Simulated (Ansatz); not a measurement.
**Ligand exchange: InH2(CH3) + Sn(SH)2 → InH2(SH) + Sn(CH3)(SH)**

Gas-phase species: InH2(CH3), singlet; Sn(SH)2, singlet; InH2(SH), singlet; Sn(CH3)(SH), singlet. The partners trade CH3 for SH: In–CH3 and Sn–SH bonds give way to In–SH and Sn–CH3.

Shapes, held fixed at every level: PBE0-D4/def2-TZVP. Flexible molecules stand in one conformer, not always the lowest. Programs: Ansatz 0.2.0. Electronic energies: no zero-point or thermal term.

**Question.** Estimate ΔE of this reaction.

**Answer.** The highest level, CCSD(T)/def2-TZVPP, gives ΔE = +1.1 kJ/mol; the levels span -2.9 to +5.7. That is about zero within the method's error. They disagree on the sign: 6 of 8 are positive. The column of differences is taken from that level and isn't an error. No measured value is set beside it here. For atoms past krypton def2 sets carry core potentials with scalar relativity. Outer-core shells of In, Sn are correlated, in sets that cover them unevenly.

```tsv
level	kind	ΔE (kJ/mol)	less CCSD(T)/def2-TZVPP
HF/def2-TZVPP	Hartree–Fock	-2.9	-4.0
r2SCAN-D4/def2-TZVPP	meta-GGA	+5.7	+4.6
PBE0-D4/def2-TZVPP	global hybrid	+5.7	+4.6
wB97M-V/def2-TZVPP	range-separated hybrid	+3.1	+2.0
wB97X-V/def2-TZVPP	range-separated hybrid	+2.7	+1.6
MP2/def2-TZVPP	perturbation theory	+4.4	+3.3
CCSD/def2-TZVPP	coupled cluster or CI	0.0	-1.1
CCSD(T)/def2-TZVPP	coupled cluster or CI	+1.1	0.0
```

The exchange is close to thermoneutral, so the calculation gives no basis for ranking In(III) and Sn(II) by their preference for thiolate over methyl. What counts is the difference between the two metals in their SH/CH3 preference, not the strength of any single bond, and much of that preference cancels. Both centres are soft, use 5s and 5p orbitals of similar extent, and have a formally empty 5p orbital that can accept density from a sulfur lone pair. Methyl lacks such a lone pair, but the π donation lost at tin is regained at indium. In Sn(SH)2 two sulfurs compete for one acceptor orbital, so the remaining SH can probably compensate in part for the one that leaves.

Every correlated or density-functional level lies above Hartree–Fock, which suggests that electron correlation slightly favours the reactants, perhaps through the two polarisable sulfurs gathered around tin. The balance for isolated monomers need not carry over to condensed phases, where thiolate bridging could easily outweigh so small a difference.
